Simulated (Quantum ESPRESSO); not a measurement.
# Strain shift and splitting of the zone-centre optical modes of zinc-blende CdS under [001] uniaxial strain, PBE linear response

A Raman line is usually taken to move in proportion to strain, down in tension and up in compression, so that one coefficient turns a line shift into a strain. Strain maps of semiconductor films and devices rest on such coefficients.

**Problem.** Find the shift and the splitting of the optical modes of zinc-blende CdS per per cent of strain along $z$ = [001], and decide whether one coefficient is enough.

The frequencies are harmonic PBE values without the macroscopic field. Shifts are counted from the threefold mode of the relaxed crystal at $\omega_0$ = 216.14 cm⁻¹, and tension is positive. The $x$ and $y$ edges are held, which matters when the result is carried over to a real sample.

## Systems and settings

One crystal, CdS (zinc-blende) (entry of the Crystallography Open Database; not the structure at ambient conditions), relaxed once; z is the cube axis [001]. The cell was stretched along z with the other edges held. Forces on the atoms are under 0.01 eV/Å in every row. Program: Quantum ESPRESSO 7.5, plane waves, PBE, PseudoDojo norm-conserving potentials, scalar-relativistic, no spin-orbit coupling, no spin; linear response. Plane-wave runs: cutoff 1524 eV; k meshes with a least product of divisions and cell-vector length from 33 to 34 Å; fixed occupations.

Notes on method and selection:

- Harmonic values at the static lattice; measured values carry thermal expansion and anharmonic shifts at their temperature.
- For a cubic two-atom crystal the shifts follow the phonon deformation potentials p and q: singlet Δω = [p·ε_zz + q·(ε_xx + ε_yy)]/(2ω₀), doublet Δω = [p·ε_xx + q·(ε_yy + ε_zz)]/(2ω₀).
- In a polar crystal the macroscopic field, left out here, lifts whichever component is longitudinal for the scattering geometry, at rest by 57.9 cm⁻¹.
- Runs that did not converge, have known faults or may not be shown are not listed, and runs on Ansatz's PAW sets soft_1 and soft_2 are kept to separate tables.

Columns:

- uniaxial strain (%): strain along z, the x and y edges held; tension positive.
- stress (GPa): stress along z, tension positive.
- singlet mode (cm⁻¹): zone-centre optical mode, singlet, polarised along z; no LO-TO term, no sum rule.
- doublet mode (cm⁻¹): zone-centre optical mode, doublet, polarised in the x-y plane; no LO-TO term, no sum rule.
- splitting (cm⁻¹): singlet minus doublet.

## Results

| member | uniaxial strain (%) | stress (GPa) | singlet mode (cm⁻¹) | doublet mode (cm⁻¹) | splitting (cm⁻¹) |
| --- | --- | --- | --- | --- | --- |
| −1.0 % | −1.0 | −0.67 | 218.98 | 220.85 | −1.87 |
| −0.5 % | −0.5 | −0.34 | 217.58 | 218.49 | −0.91 |
| +0.0 % | 0.0 | 0.00 | 216.14 | 216.14 | 0.00 |
| +0.5 % | 0.5 | 0.33 | 214.68 | 213.82 | 0.86 |
| +1.0 % | 1.0 | 0.66 | 213.18 | 211.51 | 1.67 |

Least-squares fits to the whole series, with x = uniaxial strain (%); R² and errors in the fitted variable (y, or ln y where the fit is in ln y):

| y | members | fit | R² | rms residual | leave-one-out rms | the same for the mean of the others |
| --- | --- | --- | --- | --- | --- | --- |
| singlet mode (cm⁻¹) | 5 | y = 216.112 − 2.90000 x | 1.00 | 0.026 | 0.055 | 2.6 |
| doublet mode (cm⁻¹) | 5 | y = 216.162 − 4.67000 x | 1.00 | 0.016 | 0.032 | 4.1 |

## Reading the trend

**Solution.** Both modes fall at every step from −1.0 % to +1.0 %, but at different rates. The fitted slopes are −2.90 cm⁻¹ per % for the singlet, polarised along $z$, and −4.67 cm⁻¹ per % for the doublet, polarised across it. The splitting, singlet minus doublet, therefore changes by −2.90 + 4.67 = +1.77 cm⁻¹ per %. The rule of thumb holds for sign and proportionality here, but two coefficients are needed, and the mode polarised across the stretch is the more sensitive by 4.67 / 2.90 = 1.61.

Bond geometry offers a simple explanation of this order. A small strain $\varepsilon$ along $z$ lengthens all four Cd–S bonds equally, by the fraction $\varepsilon/3$, and turns them towards $z$. Longer bonds are weaker, which lowers all three modes. Their mean slope is (−2.90 − 2 × 4.67) / 3 = −4.08 cm⁻¹ per %.

The turning splits them. If only bond stretching resists the motion, the stiffness along an axis goes as the squared direction cosine of the bonds, which changes by the factor $1+4\varepsilon/3$ along $z$ and $1-2\varepsilon/3$ along $x$ or $y$. Frequency goes as the square root of stiffness, so the singlet gains $2\omega_0\varepsilon/3$ and the doublet loses $\omega_0\varepsilon/3$. The splitting is then $\omega_0\varepsilon$, or 216.14 × 0.01 = 2.16 cm⁻¹ per %, against 1.77 from the fits. The sign and rough size are right. Resistance to bond bending, absent from this estimate, would reduce the splitting and may explain the difference.

With the sides held, each slope gives one deformation potential directly: $p/\omega_0^2$ = 2 × 100 × (−2.90) / 216.14 = −2.68 and $q/\omega_0^2$ = 2 × 100 × (−4.67) / 216.14 = −4.32, where the factor 100 turns a slope per per cent into one per unit strain.

## Members off the line

Largest departures from the fit to the whole series:

| member | singlet mode (cm⁻¹) | fit | computed − fit | in rms residuals |
| --- | --- | --- | --- | --- |
| −1.0 % | 218.98 | 219.01 | −0.03 | 1.2 |
| +1.0 % | 213.18 | 213.21 | −0.03 | 1.2 |
| +0.0 % | 216.14 | 216.11 | +0.03 | 1.1 |
| −0.5 % | 217.58 | 217.56 | +0.02 | 0.7 |

The straight lines describe the series well: the leave-one-out error is 0.055 cm⁻¹ for the singlet and 0.032 cm⁻¹ for the doublet, against 2.6 and 4.1 cm⁻¹ for the mean of the other rows. The largest departures of the singlet, at −1.0 %, 0.0 % and +1.0 %, are only 0.03 cm⁻¹. Read as strain, that is 0.03 / 2.90 = 0.01 %.

The departures do follow a pattern. The singlet lies below its line at both ends and above it in the middle, while the doublet bends the other way. A pattern this smooth, and symmetric about zero strain, suggests a weak quadratic term rather than random scatter, but five rows do not settle its cause.

They add up in the splitting, however, which is −1.87 cm⁻¹ at −1.0 % and only +1.67 cm⁻¹ at +1.0 %. A constant 1.77 cm⁻¹ per % would read these two rows as −1.87 / 1.77 = −1.06 % and 1.67 / 1.77 = +0.94 %. The splitting is thus a less linear gauge than either mode alone, with an error of about 6 % of the strain at the ends of the series.

## Using the table

**A transverse line lies 1.0 cm⁻¹ below its unstrained position. What is the strain along $z$, with the sides held?**

If the line is the singlet, the strain is −1.0 / −2.90 = +0.34 %. If it is the doublet, it is −1.0 / −4.67 = +0.21 %. The polarisation has to be known before the shift can be read.

**How finely must lines be located to detect a strain of 0.1 %?**

The doublet moves by 0.1 × 4.67 = 0.47 cm⁻¹, the singlet by 0.1 × 2.90 = 0.29 cm⁻¹, and the splitting by 0.1 × 1.77 = 0.18 cm⁻¹. The doublet gives the largest signal. The splitting is smaller, but an error in the spectrometer's zero cancels from it.

**Do the same coefficients serve for a bar pulled along $z$ with free sides?**

No. Let the sides contract by $\nu$ times the stretch. The deformation-potential formulas then give, in cm⁻¹ per % of stretch:

- singlet: −2.90 + 2 × 4.67 $\nu$
- doublet: −4.67 + (2.90 + 4.67) $\nu$

The singlet slope vanishes at $\nu$ = 2.90 / (2 × 4.67) = 0.31. If the sides contract by more than this, the singlet rises in tension, against the rule of thumb; the Poisson ratio along [001] decides, and the table does not give it. The doublet still falls, since its slope vanishes only at $\nu$ = 4.67 / (2.90 + 4.67) = 0.62, while elastic stability keeps $\nu$ of a cubic crystal pulled along [001] below one half.

## Conclusions and limits

Within ±1 % strain along [001] and with the sides held, the calibration is −2.90 cm⁻¹ per % for the singlet and −4.67 cm⁻¹ per % for the doublet. Other loadings need both deformation potentials and the full set of strains.

The macroscopic field raises whichever mode is longitudinal, by 57.9 cm⁻¹ at rest. In backscattering from a (001) face the allowed line is the longitudinal one, near 216.14 + 57.9 = 274.0 cm⁻¹. Its strain slope also contains the change of the field term, so −2.90 cm⁻¹ per % should not be applied to it unchanged.

Thermal expansion and anharmonicity usually lower measured frequencies relative to static harmonic ones, whereas PBE tends to make bonds too long and modes too soft. These errors act in opposite directions on a comparison of absolute positions. CdS is normally wurtzite at ambient conditions, and the coefficients apply to the zinc-blende form.
